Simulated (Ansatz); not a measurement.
## BOF (fluoro(oxo)borane): the energy, rung by rung

BOF: 3 atoms, total charge 0, spin state singlet. As SMILES, `O=BF`. The coordinates come from a PBE0-D4/def2-TZVP relaxation. The run starts from this shape.

```jsonl
{"atom": "O", "x (Å)": "0.9831", "y (Å)": "-0.5651", "z (Å)": "0.4799"}
{"atom": "B", "x (Å)": "0.0203", "y (Å)": "-0.0116", "z (Å)": "0.0099"}
{"atom": "F", "x (Å)": "-1.0034", "y (Å)": "0.5768", "z (Å)": "-0.4898"}
```

Quantity: the adiabatic ionisation energy (to the doublet cation, no zero-point term), in eV. The values are calculated.

| level | kind | program | value (eV) | less CCSD(T)/cc-pVDZ | CPU time (all runs) |
| --- | --- | --- | --- | --- | --- |
| HF/STO-3G | Hartree–Fock | Ansatz | 8.24 | -4.42 | 2.2 s |
| HF/3-21G | Hartree–Fock | Ansatz | 11.21 | -1.45 | 2.8 s |
| HF/6-31G* (Cartesian functions) | Hartree–Fock | Ansatz | 11.19 | -1.47 | 5.6 s |
| PBE/def2-SVP | GGA | Ansatz | 12.97 | +0.31 | 26 s |
| PBE-D3(BJ)/def2-TZVP | GGA | Ansatz | 13.03 | +0.37 | 72 s |
| B3LYP/6-31G* (Cartesian functions) | global hybrid | Ansatz | 12.81 | +0.15 | 31 s |
| MP2/6-31G* (Cartesian functions) | perturbation theory | Ansatz | 12.90 | +0.24 | 6.6 s |
| MP2/aug-cc-pVDZ | perturbation theory | Ansatz | 13.28 | +0.62 | 23 s |
| MP2/cc-pVTZ | perturbation theory | Ansatz | 13.25 | +0.59 | 25 s |
| CCSD(T)/cc-pVDZ | coupled cluster or CI | Ansatz | 12.66 | 0.00 | 76 s |

CCSD(T)/cc-pVDZ is the highest level here, not the true value. The values span 8.24 to 13.28 eV. Without the sets that lack polarisation functions the rows with a basis span only 11.19 to 13.28 eV. Times are those of the runs behind each value, whatever else they computed, on shared processors of several kinds: orders of magnitude only.

Electron correlation, more than basis size, separates the Hartree–Fock values from the rest once the minimal basis is left behind. Going from 3-21G to 6-31G* hardly moves the Hartree–Fock result, whereas adding MP2 correlation in the same 6-31G* basis raises it from 11.19 to 12.90 eV. The electron probably leaves a π orbital largely of oxygen 2p character. The neutral molecule then loses the correlation of a pair that the cation no longer has, so a mean-field treatment makes ionisation too easy. The much lower STO-3G value fits a minimal basis too rigid to describe the electron-rich oxygen and fluorine of the neutral molecule.

The MP2 values also rise on going from 6-31G* to either larger correlation-consistent set, which suggests that the coupled-cluster value would rise in a larger basis too. The offsets of +0.62 and +0.59 eV therefore mix basis and method effects and can't be read as MP2 errors. Nor does the closeness of B3LYP to coupled cluster establish that it is the more accurate functional here.
